# What a gate screen leaves behind: reading the thinning model out of trench MOSFET data

**Student:** I have three data sets for the gate oxide of a silicon trench power MOSFET, and I am supposed to get a field failure rate out of them. I don't see how fallout counts from a 0.1 s pulse can say anything about ten years.

**Lecturer:** Show me. These values were made for the exercise and rounded as data are, so whatever comes out belongs to the model and not to a real product.

**Student:** Everything is at 150 °C. The gate is positive against grounded source and drain, and the voltages are quoted as drops across the oxide. Set A is constant-voltage breakdown of small trench capacitors, taken as free of defects. Each median has a standard uncertainty of 0.10 in $\ln t$. A cross-section gives the sidewall oxide as $X_{ox} = 50.0 \pm 1.0$ nm.

| $V$ (V) | 45 | 50 | 55 |
|---|---|---|---|
| median $t_{BD}$ (s) | $1.0\times10^{4}$ | 410 | 29 |

Set B is a screen split at wafer probe: one pulse of $t_s = 0.10$ s, 20 000 fresh dies per voltage, gate oxide area $A = 0.20$ cm² per die, a leakage test afterwards. Production uses $V_s = 36$ V.

| pulse voltage (V) | 32 | 36 | 40 |
|---|---|---|---|
| failed dies | 96 | 150 | 238 |

Set C: 20 000 parts that passed the 36 V screen were held at 20 V for 168 h, and 10 failed. The use condition is $V_u = 15$ V, continuous.

## The forward model

**Lecturer:** First the model, the effective thinning picture of Lee, Chen and Hu (1988). Every weak spot, whether a particle, a thin trench corner or a sharp edge that raises the field, is labelled by an effective thickness $X \le X_{ox}$ and breaks down at constant voltage after

$$t_{BD}(X,V) = \tau_0 \exp(GX/V),$$

with the same $\tau_0$ and $G$ as sound oxide at that temperature. Under a varying voltage the damage adds up, and the spot fails when $\int dt/t_{BD} = 1$. $D(X)$ is the areal density of spots thinner than $X$. With Poisson statistics a die has no such spot with probability $e^{-AD(X)}$. What does the pulse remove?

**Student:** Spots with $t_{BD}(X,V_s) < t_s$, so $X < X_s$ with

$$X_s = \frac{V_s L}{G}, \qquad L = \ln\frac{t_s}{\tau_0}.$$

And every survivor is thicker than $X_s$, so at $V_u$ it lives at least

$$T = \tau_0 e^{GX_s/V_u} = \tau_0\,(t_s/\tau_0)^{V_s/V_u}.$$

That is a guaranteed minimum life.

**Lecturer:** It would be for a fresh spot. The survivor went through the pulse and used up the fraction $t_s/t_{BD}(X,V_s) = e^{-G(X-X_s)/V_s}$ of its life. What is left at $V_u$ is

$$t(X) = \tau_0 e^{GX/V_u}\left[1 - e^{-G(X-X_s)/V_s}\right].$$

Both factors rise with $X$, so the spots fail in order of thickness, and $t \to 0$ as $X \to X_s$. A spot that barely survived is almost dead.

**Student:** Then the screen makes things worse.

**Lecturer:** Only for a thin slice of spots, so we need a rate. The fraction of screened dies alive at time $t$ is $\exp\{-A[D(X(t)) - D(X_s)]\}$, and the hazard is $h = A D'(X)\,dX/dt$. At $X_s$ the bracket in $t(X)$ vanishes, and only its derivative $G/V_s$ remains, so $dt/dX = TG/V_s$ and

$$h_0 = \frac{A\,D'(X_s)\,(V_s/G)}{\tau_0\,(t_s/\tau_0)^{V_s/V_u}}.$$

Wherever $D'(X_s) > 0$, a fraction $h_0 t$ fails before any small time $t$. $T$ is no floor. It is the time scale on which the hazard changes: with $r = V_s/V_u$ and $q = G(X-X_s)/V_s$, $t/T = e^{rq}(1-e^{-q}) = q + (r-\tfrac12)q^2 + \dots$, and for constant $D'$ this gives $h \approx h_0[1-(2r-1)\,t/T]$. The unknowns are $\tau_0$, $G$ and $D$ near $X_s$.

## Set A: $\tau_0$ and $G$

**Student:** With $y = \ln(t_{BD}/\text{s})$ and $x = 1000/V$ in kV⁻¹ the model is a line, $y = \theta + u x$, with $\theta = \ln(\tau_0/\text{s})$ and $u = GX_{ox}$ in kV. The points are $x = 22.222, 20.000, 18.182$ and $y = 9.210, 6.016, 3.367$. The means are $\bar x = 20.135$ and $\bar y = 6.198$, and the centred sums are $S_{xx} = 8.190$ and $S_{xy} = 11.841$. So $u = S_{xy}/S_{xx} = 1.4458$ kV and $\theta = \bar y - u\bar x = -22.91$, or $\tau_0 = 1.1\times10^{-10}$ s.

**Lecturer:** Uncertainties, with $\sigma = 0.10$?

**Student:** $\sigma_u = \sigma/\sqrt{S_{xx}}$ is 35 V, and $\sigma_\theta = \sigma\sqrt{1/3 + \bar x^2/S_{xx}} = 0.71$. A factor 2.0 in $\tau_0$ from data good to ten per cent. That looks useless.

**Lecturer:** The intercept sits at infinite voltage, far from your points. The correlation of $\theta$ and $u$ is $-0.997$: the line pivots about the centre of the data. Keep the extra digits of $u = 1446$ V and $\theta$ as a pair and keep the covariance. Now notice what set A cannot give.

**Student:** $G$ alone. Only $GX_{ox}$ appears.

**Lecturer:** Right. No breakdown experiment changes under $X \to \lambda X$, $G \to G/\lambda$. The cross-section breaks the tie: $G = 1446/50.0 = 28.9$ V/nm, which is $289 \pm 9$ MV/cm once the 2.4 % from the slope and the 2.0 % from the thickness are added in quadrature.

## Set B: the defect distribution

**Student:** $L = \ln 0.10 + 22.91 = 20.61$, so $X_s$ moves by $L/G = 0.713$ nm per volt of pulse. With the failed fraction $f$, Poisson gives $H \equiv AD(X_s) = -\ln(1-f)$.

| pulse (V) | $X_s$ (nm) | $10^3 H$ | $D$ (cm⁻²) |
|---|---|---|---|
| 32 | 22.8 | 4.81 | 0.0241 |
| 36 | 25.7 | 7.53 | 0.0376 |
| 40 | 28.5 | 11.97 | 0.0599 |

But $L$ is uncertain by 0.71, so the thickness column is soft.

**Lecturer:** Less than you think. $X_s/X_{ox} = V_s L/u = 0.513$ at 36 V. A low $\theta$ raises $L$ and comes with a high $u$, so the shifts nearly cancel in the ratio. The variance of $\ln(L/u)$ is $\sigma_\theta^2/L^2 + \sigma_u^2/u^2 + 2\,\mathrm{cov}(\theta,u)/(Lu)$, which gives 1.0 %. Without the covariance you would quote 4.2 %. With the thickness, $X_s = 25.7 \pm 0.6$ nm. The sound oxide loses only $e^{L - u/V_s} = 3\times10^{-9}$ of its life to the pulse.

**Student:** The hazard wants a derivative, and I have three values of a cumulative function.

**Lecturer:** That is the second gap in uniqueness. If all you grant is that $D$ never decreases, the slope at $X_s$ can be anything from zero upward: the spots between two splits could sit in one clump. You must assume smoothness over the 2.9 nm between splits. Write $H' = dH/dV_s$ at fixed $t_s$. The central difference is $(11.97-4.81)\times10^{-3}/8 = 0.895\times10^{-3}$ V⁻¹. Its counting uncertainty is $\sqrt{96+238}/(238-96) = 0.129$ relative. If $H$ is convex, the slope lies between the one-sided values 0.680 and $1.11\times10^{-3}$ V⁻¹, noise aside. If $H \propto e^{bV_s}$, the end points give $b = 0.114$ V⁻¹, a length of 6.3 nm in $X$, and $bH(36\text{ V}) = 0.858\times10^{-3}$ V⁻¹, which is 4 % lower. Among smooth shapes the choice matters less than the counts. The central value means $D'(X_s) = H'G/(AL) = 6.3\times10^{-3}$ cm⁻² nm⁻¹.

**Student:** So the errors of $A$, $G$ and the thickness all go into $h_0$.

**Lecturer:** Substitute $AD' = H'G/L$ and look.

**Student:**

$$h_0 = \frac{V_s H'}{L\,\tau_0\,e^{rL}}.$$

$G$, $A$ and $X_{ox}$ are gone.

**Lecturer:** So the parameter that electrical data cannot fix is one the prediction doesn't need. Set A enters through $\tau_0$ alone. Numbers?

**Student:** $r = 2.4$. The numerator group is $V_sH'/L = 1.56\times10^{-3}$. $T = \exp(2.4 \times 20.61 - 22.91)$ s $= 3.4\times10^{11}$ s. Then $h_0 = 4.6\times10^{-15}$ s⁻¹, and with 1 FIT equal to $10^{-9}$ per hour this is 0.017 FIT. Ten years is $3.156\times10^8$ s, so the hazard falls by $(2r-1)t/T = 0.35$ % and is constant in practice. But here is my objection. With $V_s/G = 1.25$ nm, the slice that dies in ten years is $(V_s/G)\,t/T = 1.2\times10^{-3}$ nm wide. No oxide is defined to a thousandth of a nanometre.

**Lecturer:** No single spot is. $X$ is a label that ranks spots by breakdown time across millions of dies, and a continuous spread of shapes and local fields gives it a continuous distribution. The slice is the small share of spots that the pulse took to within a thousandth of failure. Any rule in which damage carries over produces such a share.

## How the errors carry through

**Student:** $\ln h_0 = \ln(V_sH') - \ln L - \theta - rL$, and $L = \ln t_s - \theta$, so

$$\frac{\partial \ln h_0}{\partial\theta} = r - 1 + \frac1L = 1.45.$$

Times 0.71 this is 1.03. With the 0.129 from the counts in quadrature it is 1.04, a factor 2.8 either way. The counts hardly matter.

**Lecturer:** So more dies in the split buy almost nothing, and a wider voltage span in set A buys a lot. The same coefficient tells you the price if a defect site has another $\tau_0$ than the test capacitor. Also look at the use voltage: $\partial\ln h_0/\partial V_u = LV_s/V_u^2 = 3.3$ per volt. An error of 0.3 V in $V_u$ alone, from driver tolerance or from the step between gate and oxide voltage, is a factor 2.7, as large as the whole statistical bar. At 20 V the formula gives $T = 1.5\times10^6$ s and $h_0 = 3.9\times10^{3}$ FIT.

## Set C: a second road to $\tau_0$

**Student:** Then set C is 10 failures over device-hours, a hazard at 20 V, and I solve the $h_0$ formula for $\tau_0$.

**Lecturer:** Check $t/T$ first.

**Student:** 168 h is $6.048\times10^5$ s, so $t/T$ is 0.4, and with $r = 1.8$ the correction $(2r-1)t/T$ is of order one. I need the full $t(X)$.

**Lecturer:** Measure the slice in volts of pulse. The failures amount to $H_C = 5.0\times10^{-4}$, as many spots as a pulse higher by $\delta = H_C/H' = 0.56$ V would have removed. That is short against the 4 V spacing, so a constant slope will do. Then $GX = (V_s+\delta)L$, and with $V_b = 20$ V

$$\ln\frac{t}{t_s} = L\left(\frac{V_s+\delta}{V_b} - 1\right) + \ln\!\left(1 - e^{-L\delta/V_s}\right).$$

**Student:** The left side is 15.615. The right side rises steadily with $L$, since $V_s + \delta > V_b$, from minus infinity without bound, so the root is unique: $L = 20.43$ and $\theta = -22.73$. Implicit differentiation gives $\partial L/\partial\ln\delta = -1.63$. The relative uncertainty of $\delta$ is $\sqrt{1/10 + 0.129^2} = 0.342$, so $\sigma_\theta = 0.56$. Ten failures beat the whole of set A?

**Lecturer:** Slightly, because they pair a 0.1 s pulse with a week at little more than half the voltage, a long lever. The two values of $\theta$ differ by 0.18 against a combined uncertainty of 0.90. Set C played no part in the fit of set A, so this is a real consistency test of carried-over damage within the model. Under your guaranteed minimum life, $t < T$ would have meant no failures at all. Pool them with inverse-variance weights.

**Student:** $\theta = -22.80 \pm 0.44$. Through the covariance the shift of 0.11 pulls $u$ down by 5 V, well inside its bar. Now $L = 20.50$, $T = 2.9\times10^{11}$ s and $h_0 = 0.02$ FIT. For the bar, $H'$ enters twice with opposite signs: directly, and through set C, where a larger $H'$ lowers $\delta$ and so $\theta$. Propagating set A, the ten counts and $H'$ as independent sources gives 0.61 in $\ln h_0$, a factor 1.8.

## Is the model itself unique?

**Student:** I still distrust it. Set A covers 9.0 to 11.0 MV/cm. The spot at $X_s$ sees 14.0 MV/cm in the pulse and 5.8 MV/cm in use. Why must $\ln t$ be linear in $1/V$ all that way?

**Lecturer:** It need not, and this is the largest gap. The usual rival makes $\ln t$ linear in the field: $\ln(t_{BD}/\text{s}) = a - kV/s_X$ with $s_X = X/X_{ox}$. For equally spaced voltages it demands $y_1 - 2y_2 + y_3 = 0$. The fitted $1/V$ line gives $u(x_1 - 2x_2 + x_3) = 0.584$, and the data give $0.545 \pm 0.245$, the bar being $\sqrt6\,\sigma$. That is 2.2 standard deviations from zero: a lean, no proof. Redo the screen in that model.

**Student:** The fit gives $k = 0.5843$ V⁻¹ and $a = \bar y + 50k = 35.41$. The pulse removes $s_X < kV_s/M$ with $M = a - \ln(t_s/\text{s}) = 37.71$, again proportional to $V_s$. The same steps give $h_0 = V_sH'/(MT_E)$ with $T_E = \exp(a - MV_u/V_s)$ s $= 3.6\times10^8$ s. That is $2.4\times10^{-12}$ s⁻¹, about 9 FIT. Does set C kill it?

**Lecturer:** No, because two differences cancel near 20 V. The spot at 25.7 nm sees 7.8 MV/cm, which is 39 V on 50 nm, and at that field the linear fit gives a life shorter by a factor 5. But the linear law also gives shorter lives at the high field of the pulse, so its screen reaches further, to $s_X = 0.558$ or 27.9 nm, and that thicker spot sees only 7.2 MV/cm. As functions of the hold voltage, $T$ and $T_E$ cross at 19.7 V. At 20 V, $T_E = 1.9\times10^6$ s against $T = 1.5\times10^6$ s, and the prefactor $1/M$ is smaller than $1/L$ by a factor 1.8, so the linear form predicts somewhat fewer failures. With $z = \delta/(V_s+\delta)$ the remaining life obeys $\ln(t/\text{s}) = a - M(1-z)V_b/V_s + \ln(1-e^{-Mz})$, which gives $\delta = 0.30$ V and 5.4 expected failures, against $\delta = 0.50$ V and 9 failures from the $1/V$ fit to set A. Ten or more has a Poisson probability of 5 %, before the uncertainties of $a$ and $H'$ widen it. Again a lean. A hold away from the crossing would discriminate better: at 25 V, $T_E$ is 12 times $T$. Testing the low-field end directly takes long stress of capacitors at lower field.

**Student:** Then what do I report?

**Lecturer:** That the data fix $GX_{ox}$ and $\tau_0$ as a tightly correlated pair, $G$ only with the cross-section, and $D'(X_s)$ only if $D$ is smooth. That the thinning model in its $1/V$ form projects an initial gate oxide hazard of 0.02 FIT within a factor 1.8 at 15 V and 150 °C after the 36 V, 0.10 s screen, with no failure-free period. This is the model's number on made-up inputs. As typical knowledge, not as a measurement: long low-field tests on thermal SiO₂ tend to fall nearer the form linear in field, so the $1/V$ projection is likely to miss on the optimistic side, and the 9 FIT of the rival fit shows that the miss can reach two to three orders of magnitude.